The lowest optical excitations of GaN were computed with the Bethe–Salpeter equation, which lets the excited electron and the hole it leaves behind attract each other. The band energies come from LDA, with the empty bands raised by a fixed 0.5 eV, the scissors shift. Each row of the table is one excitation. Its exciton energy is the photon energy needed to create it, and its exciton weight measures how strongly it absorbs light polarised along the one in-plane direction that was used.

GaN with atoms displaced at random by about 0.02 Å, computed with GPAW 26.7.0 from the Bethe–Salpeter equation on LDA bands with a 0.5 eV scissors shift, without spin–orbit coupling. The k mesh is 8×8×4 for the ground state (cutoff 650 eV) and 6×6×3 for the excitons (4 valence and 4 conduction bands, response cutoff 40 eV). Weights are for light polarised in the plane.

```tsv
row	exciton energies (eV)	exciton weights
1	2.243	0.383
2	2.266	0.459
3	2.324	0.058
4	3.302	0.001
5	3.908	0.346
6	3.909	0.736
7	3.953	0.086
8	3.967	0.000
9	3.997	0.000
10	4.008	0.000
11	4.032	0.004
12	4.064	0.001
13	4.080	0.000
14	4.144	0.133
15	4.152	0.016
16	4.153	0.030
17	4.162	0.001
18	4.178	0.091
19	4.185	0.005
20	4.187	0.009
21	4.418	0.001
22	4.443	0.000
23	4.533	0.000
24	4.646	0.003
```

### Which excitations are bound, and by how much?

An electron–hole pair is bound if creating it costs less than the band gap, the price of a free electron and a free hole. The gap here is the LDA value plus the scissors shift, 2.59 eV in total. Only rows 1 to 3 lie below it. Row 1, at 2.243 eV, is bound by 0.34 eV, and all three rows lie within a tenth of an eV of each other.

### Why is there almost nothing between row 3 and row 5?

After row 3 the list is nearly empty for more than 1.5 eV. Its only entry there, row 4, hardly absorbs. In a real crystal the absorption continues without a break above the gap, because the conduction band rises smoothly from its minimum at $\Gamma$, the centre of the Brillouin zone. The calculation samples that band only at the points of a coarse mesh, so it sees the minimum and then nothing until the next mesh point.

The size of the step supports this reading. The conduction band of GaN is steep, since its electrons are light, with roughly 0.2 of the free-electron mass. From $\Gamma$ to the next in-plane mesh point a parabolic band would rise by about 2.8 eV, and a band that flattens with energy, as real ones do, by about 1.6 eV. Row 5 lies about 1.7 eV above row 1. The match is only a rough one, because the valence bands fall away from $\Gamma$ and this adds to the step.

Rows 1 to 3 are then most simply understood as the three upper valence bands at $\Gamma$, each paired with the lowest conduction band. Row 4 may involve a deeper valence band at $\Gamma$, which was not tested. Row 5 would then open the group that belongs to the neighbouring mesh points. The empty stretch is a property of the sampling, and the two groups should not be taken for two exciton series of the material.

### What sets the binding of row 1?

If row 1 consists almost entirely of states at one mesh point, its binding can be estimated by hand. The screened attraction between electron and hole varies as $1/q^2$, where $q$ is the change of wave vector when the pair scatters from one point to another. For a pair that stays at its own point $q$ is zero and the expression diverges, so it is replaced by its average over the small cell of reciprocal space that the point represents. Taking this cell as a sphere of radius $q_0$ gives

$$
E_\text{mesh}=\frac{2e^2q_0}{\pi\varepsilon},\qquad q_0^3=\frac{6\pi^2}{N_k\Omega},
$$

where $N_k$ is the number of mesh points, $\Omega$ the volume of the crystal cell and $\varepsilon$ the dielectric constant of the electrons.

The mesh of the exciton step, coarser than the 8x8x4 mesh of the ground state, has $N_k=6\times6\times3=108$ points, and the cell has $\Omega=4\times11.31=45.2$ Å$^3$. This makes $q_0$ about 0.23 Å$^{-1}$. With $e^2=14.4$ eV Å and a rough recalled $\varepsilon$ of 5.5,

$$
E_\text{mesh}\approx\frac{2\times14.4\times0.23}{\pi\times5.5}\ \text{eV}\approx0.38\ \text{eV}.
$$

The estimate is about 11 % above the computed binding of row 1, and no constant in it was adjusted to that row. A sphere is the most compact shape and so gives the largest average, which pushes the estimate upwards; this effect is only a few per cent. The rough $\varepsilon$ matters more, since a value of 6.1 would remove the whole difference. Scattering to the eight nearest mesh points should add only about 0.01 eV, so the assumption of a single point is consistent with itself. The printed analysis after this text sets the estimate beside a hydrogen-like exciton.

### Is this the exciton binding of GaN?

It is not. In a hydrogen-like exciton the electron and hole orbit each other at a distance set by their masses and the screening. With the same $\varepsilon$ and a reduced mass of about 0.17, the radius is about 17 Å and the binding about 0.08 eV. The computed binding is more than four times larger. Measured values, recalled only roughly, are smaller still, at a few hundredths of an eV, partly because the ions of the crystal also help to screen the attraction.

The mesh explains why the calculation cannot reach such a value. A mesh of wave vectors describes a crystal that repeats after a finite length, here about 19 Å in the plane and 15.5 Å along the $c$ axis. An exciton with a radius of 17 Å does not fit into that box. The pair is squeezed together, and the binding measures the box more than the material.

### What would a finer mesh change?

Doubling the mesh in each direction halves $q_0$, and the one-point estimate falls to about 0.19 eV. The fall does not continue to zero. Once the mesh points lie close enough together, the pair spreads over many of them, and the binding settles at the value of an exciton that is no longer squeezed, though still without the screening by the ions. For GaN the spacing of the points matches the inverse exciton radius only at about 40 divisions in the plane, against the six used here.

The same formula shows which materials are most at risk. The mesh term falls as $1/\varepsilon$, whereas the hydrogen-like binding falls as $1/\varepsilon^2$ and also shrinks with lighter carriers. On an equal mesh, the overestimate is therefore relatively worse in a semiconductor with stronger screening and lighter electrons. A finer mesh should also fill the empty stretch above row 3, because it samples the conduction band between the present points.

### What would a larger scissors shift change?

The shifted gap is still about 0.9 eV below the measured one, which is roughly 3.5 eV. Raising the scissors shift by that amount would move every row up by 0.9 eV, provided the screening is kept as it is. Row 1 would then lie near 3.2 eV, still bound by 0.34 eV. A correct gap can thus make the absorption edge look reasonable while the binding remains far too large, so the two have to be checked separately.

### Is the spacing of rows 1 and 2 a spin–orbit splitting?

Rows 1 and 2 are 23 meV apart, a distance that invites comparison with the closely spaced exciton lines of real GaN. Spin–orbit coupling was left out, however, so it cannot be the cause. In ideal wurtzite without it, the two excitons polarised in the plane have the same energy. The atoms here are displaced at random by about 0.02 Å, which removes that symmetry and most likely splits the pair.

Row 3 carries only 6 % of the weight of the three bound rows. This suits an exciton polarised mainly along $c$, which in-plane light would not excite at all in the ideal crystal. Repeating the calculation with the atoms on their ideal sites would test both assignments: rows 1 and 2 should merge and row 3 should go dark.

### Which digits can be used?

For a comparison with a measured spectrum, the energy of row 1 is not reliable even to the nearest half eV, because the gap is too small by more than that. The binding has the right sign but not the right size. The spacings among rows 1 to 3 belong to this one set of displaced atoms, and a broadening of 0.1 eV, as used for the spectrum, merges the three into a single peak.

The weights are good to a few per cent at best, and for nearly equal energies their sum is more trustworthy than the separate values. Rows 5 and 6 are less than 2 meV apart, so a slight disturbance can move weight from one to the other. Their sum, 1.08, is the figure to compare with the 0.90 of rows 1 to 3. Even that comparison depends on the mesh, since a finer one would spread the strength of rows 5 and 6 over many more excitations.

Output of the analysis:

```
shifted gap, eV: 2.588
binding of row 1 below the shifted gap, eV: 0.3449
row 2 above row 1, meV: 23
row 3 above row 1, meV: 81
row 4 above row 1, eV: 1.059
row 5 above row 1, eV: 1.665
summed weight of the rows below the gap: 0.9
share of row 3 in that weight, percent: 6.444
summed weight of rows 5 and 6: 1.082
conduction band rise to the next in-plane k point, parabolic, eV: 2.754
same rise, nonparabolic two-band estimate, eV: 1.572
one-point mesh estimate of the binding, eV: 0.3829
dielectric constant at which this estimate equals the computed binding: 6.105
extra binding from mixing with the eight nearest k points, eV: 0.009832
hydrogen-like binding with the same screening, eV: 0.07646
hydrogen-like exciton radius, angstrom: 17.12
repeat length of the mesh in the plane, angstrom: 19.08
repeat length of the mesh along c, angstrom: 15.5
one-point estimate on a mesh twice as fine in each direction, eV: 0.1914
in-plane divisions at which the k step equals the inverse radius: 39.06
shortfall of the shifted gap against a rough recalled 3.5 eV, eV: 0.9121
```
